Two small molecules meet in the gas phase, each held rigid in the shape it has in the pair. A density functional (TPSS) gives their interaction energy, negative for attraction, and a separate dispersion correction has to be added to it. In the table a dot separates the partners and most hydrogens are implied, so Br.P stands for HBr with PH₃. The geometries come from the tight-binding method GFN2-xTB, except that Br₂ with GeH₄ stands in an unrelaxed starting arrangement. The problem is to estimate the dispersion correction with pencil and paper.

Kohn–Sham DFT with PySCF 2.14.0, TPSS/def2-SVP, for singlet pairs of neutral, frozen fragments. Interaction energies are counterpoise-corrected and exclude the D3(BJ) dispersion correction, which is listed separately. Electron transfer is from Hirshfeld charges, positive when the second fragment gains electrons.

```
                 system  geometry level  atoms in first fragment  interaction energy (kcal/mol)  dispersion correction (kcal/mol)  electrons to second fragment (e)
              Br.FB(F)F        GFN2-xTB                        2                         -0.520                            -0.520                            -0.006
                   Br.P        GFN2-xTB                        2                          0.050                            -0.970                            -0.001
              C.[SiH3]O        GFN2-xTB                        5                          0.150                            -1.090                            -0.002
             CC.C[SiH3]        GFN2-xTB                        8                          0.240                            -1.440                             0.000
[H][H].Cl[Si](Cl)(Cl)Cl        GFN2-xTB                        2                          0.670                            -0.970                            -0.001
            BrBr.[GeH4]     not relaxed                        2                          0.810                            -1.800                             0.002
           Cl.FC(F)(F)F        GFN2-xTB                        2                          0.930                            -1.020                            -0.001
    [H][H].Cl[Al](Cl)Cl        GFN2-xTB                        2                          1.670                            -1.290                             0.030
```

(a) What does the correction stand for, and which properties of the two molecules should set its size?

Solution. The electron cloud of a molecule fluctuates. A momentary shift of charge in one molecule pushes the electrons of its neighbour into a matching shift, and the two shifts attract. TPSS works out its correlation energy point by point from the density, its gradient and the kinetic-energy density at that point, so it does not contain this joint motion of two separate clouds. The correction supplies it.

Two argon atoms show the effect in its simplest form. The field of a fluctuating dipole falls as the cube of the distance R. It induces a dipole in the other atom, and the field of that dipole weakens by another cube on the way back, so the attraction falls as 1/R⁶. It also grows with the polarisability α of each atom, the ease with which its cloud is shifted. The comparison ends there: an argon atom is a single round cloud, whereas a molecule has several centres and usually permanent charges as well.

For a molecule one must therefore decide from where to measure R. In a halide such as AlCl₃ the central atom has lost part of its outer electrons, and the easily shifted ones sit on the halogens. The rule shares the polarisability of a halide, and also that of Br₂, equally among the halogen atoms. In hydrides and in silanol it is shared among the atoms other than hydrogen, and H₂ counts as one point at its midpoint. In every pair used below one partner, A, has a single site, while the other, B, has n sites:

E(dispersion) ≈ −C · (α_A α_B / n) · (1/R₁⁶ + 1/R₂⁶ + … + 1/Rₙ⁶)

With α in Å³ and R in Å, the constant C is an energy. A least-squares fit to seven of the eight pairs, all but ethane with methylsilane, whose coordinates were not available, gives C = 300 kcal/mol. London's formula with an ionisation energy of roughly 12 eV would give about 210. Part of the difference should come from fluctuations more complex than a dipole, which the computed correction includes, but C also absorbs the roughness of London's formula and errors in the polarisabilities and in the choice of sites.

(b) Use the rule from (a), with C = 300 kcal/mol, to estimate the correction for HBr with PH₃ and for H₂ with AlCl₃. Rough recalled polarisabilities are 3.6 and 4.8 Å³ for the first pair, 0.8 and 8.0 Å³ for the second. In the computed geometries bromine is 4.24 Å from phosphorus, and the midpoint of H₂ is 3.45 Å from each of the three chlorine atoms.

Solution. HBr has one site, at bromine, and PH₃ has one, at phosphorus. The sixth power of the distance between them, taken before rounding, is 5820 Å⁶:

E ≈ −300 · 3.6 · 4.8 / 5820 = −0.89 kcal/mol

The table has −0.97. The estimate belongs to this arrangement, in which the hydrogen of HBr points away from phosphorus. The stable pair is known to have it pointing towards phosphorus.

In the second pair H₂ stands end-on above aluminium. The three distances from its midpoint to the chlorine atoms are practically equal, with a sixth power of 1680 Å⁶, again before rounding. Three equal terms, each with a third of the polarisability, add up to one full term:

E ≈ −300 · 0.8 · 8.0 / 1680 = −1.14 kcal/mol

The table has −1.29. Both pairs were part of the fit, so they illustrate the rule and do not test it independently.

The second pair also shows why the sites matter. If R is measured between the molecular centres, H₂ seems to be very close to a large polarisable object. That version, with its own best constant, gives an attraction of 2.1 kcal/mol, far too much. Most of the electrons that respond are on the chlorine atoms, farther away than the centre. The sites are not the whole reason, however. The computed correction also contains a share from aluminium, but it weakens the 1/R⁶ law at such short distances, which the formula between centres does not.

(c) How accurate is the rule, and does it tell whether a pair attracts?

Solution. Over the seven fitted pairs the typical (root-mean-square) error is 0.11 kcal/mol, and no estimate is off by more than about 20 percent of the computed correction. Guessing the average for every pair would give a typical error of 0.36 kcal/mol. The sites were chosen with these values in view, so a new pair may fare worse. The computed correction is itself a damped sum over pairs of atoms; the agreement shows that a few sites can stand in for that sum, not that either matches experiment. The printed analysis after this text compares the pairs one by one.

The ends of the range follow from the picture. Br₂ with GeH₄ has the largest correction because both partners are easily polarised; its value belongs to the unrelaxed starting arrangement and would change on relaxation. HBr with BF₃ has the smallest: fluorine holds its electrons tightly, and only one fluorine is near. There the rule gives too little, perhaps because it ignores the hydrogen of HBr, which lies between bromine and that fluorine; this cause is untested. The other poor fit is HCl with CF₄, where the rule gives about 18 percent too much.

Distance is the sensitive input. If all distances are taken 5 percent too short, the estimated attraction rises by 36 percent. The rule therefore needs a known geometry. It also has no damping, the weakening of the 1/R⁶ law once clouds overlap, so it should not be carried to sites much closer than those used here.

Whether a pair attracts depends on the sum of both energies. The functional alone makes seven of the eight pairs repulsive; with the correction, seven are attractive. For HCl with CF₄ the sum is only −0.09 kcal/mol, less than the error of the rule for that pair, so a hand estimate could not settle the sign. The calculation does not settle it firmly either, since its small basis lacks diffuse functions and the geometry comes from a cheaper method.

The exception is H₂ with AlCl₃:

1.67 − 1.29 = +0.38 kcal/mol

This pair also passes the most charge between its partners, 0.030 electrons to the second fragment. Charge transfer is thus no substitute for the energy sum: its stabilisation is already contained in the functional's energy, where repulsion outweighs it. The result holds for this fixed geometry, taken from a cheaper method, and does not show that the two molecules cannot bind in another arrangement.

Several of these molecules, such as SiCl₄, GeH₄ and PH₃, serve as precursors or dopant sources in chip making. Net attractions of about 1 kcal/mol or less are comparable with the thermal energy at room temperature, roughly 0.6 kcal/mol. Such pairs should be short-lived in the feed gas.

Numerical output:

```
Inputs of the rule (distances in angstrom; 99 means no site or no geometry):
                      row  polarisability of one-site partner  polarisability of other partner  sites  distance 1  distance 2  distance 3  distance 4  distance 1 to the sixth
                Br.FB(F)F                                 3.6                              2.4      3        3.65       5.687       5.729          99                     2365
                     Br.P                                 3.6                              4.8      1       4.241          99          99          99                     5820
                C.[SiH3]O                                 2.6                                5      2       4.039       3.777          99          99                     4341
               CC.C[SiH3]                                 4.4                              6.6      0          99          99          99          99                9.415e+11
  [H][H].Cl[Si](Cl)(Cl)Cl                                 0.8                               11      4       3.566       3.569       5.756        3.71                     2057
              BrBr.[GeH4]                                   5                                7      2       4.169       4.293          99          99                     5254
             Cl.FC(F)(F)F                                 2.6                              2.9      4       4.884       3.274       3.446       3.396                    13568
      [H][H].Cl[Al](Cl)Cl                                 0.8                                8      3       3.448       3.451       3.448          99                     1680
Size of dispersion attraction in kcal/mol (rule entries are void where sites are 0):
                      row  sites  1000 x site sum  computed  rule with 300  miss in percent  centre formula  functional plus dispersion
                Br.FB(F)F      3            1.384      0.52         0.4153           -20.14         0.09148                       -1.04
                     Br.P      1            2.969      0.97         0.8907           -8.172          0.4606                       -0.92
                C.[SiH3]O      2            3.736      1.09          1.121            2.818          0.6437                       -0.94
               CC.C[SiH3]      0                0      1.44              0                0               0                        -1.2
  [H][H].Cl[Si](Cl)(Cl)Cl      4            3.037      0.97         0.9111           -6.075          0.4948                        -0.3
              BrBr.[GeH4]      2            6.127       1.8          1.838            2.115           1.185                       -0.99
             Cl.FC(F)(F)F      4            4.023      1.02          1.207            18.33           0.562                       -0.09
      [H][H].Cl[Al](Cl)Cl      3            3.801      1.29           1.14            -11.6           2.128                        0.38
Best fitted constant of the site rule in kcal/mol: 300.3
London constant for a rough ionisation energy of 12 eV in kcal/mol: 207.5
Rms miss of the rule with 300 over seven rows in kcal/mol: 0.1072
Leave-one-out rms of the fitted site rule in kcal/mol: 0.1242
Rms miss of the centre formula with its own best constant in kcal/mol: 0.5553
Rms miss of one constant guess (mean of the seven rows) in kcal/mol: 0.3591
Single separation the rule would need for ethane with methylsilane in angstrom: 4.269
Rise of the estimate when all distances are 5 percent too short in percent: 36.04
```
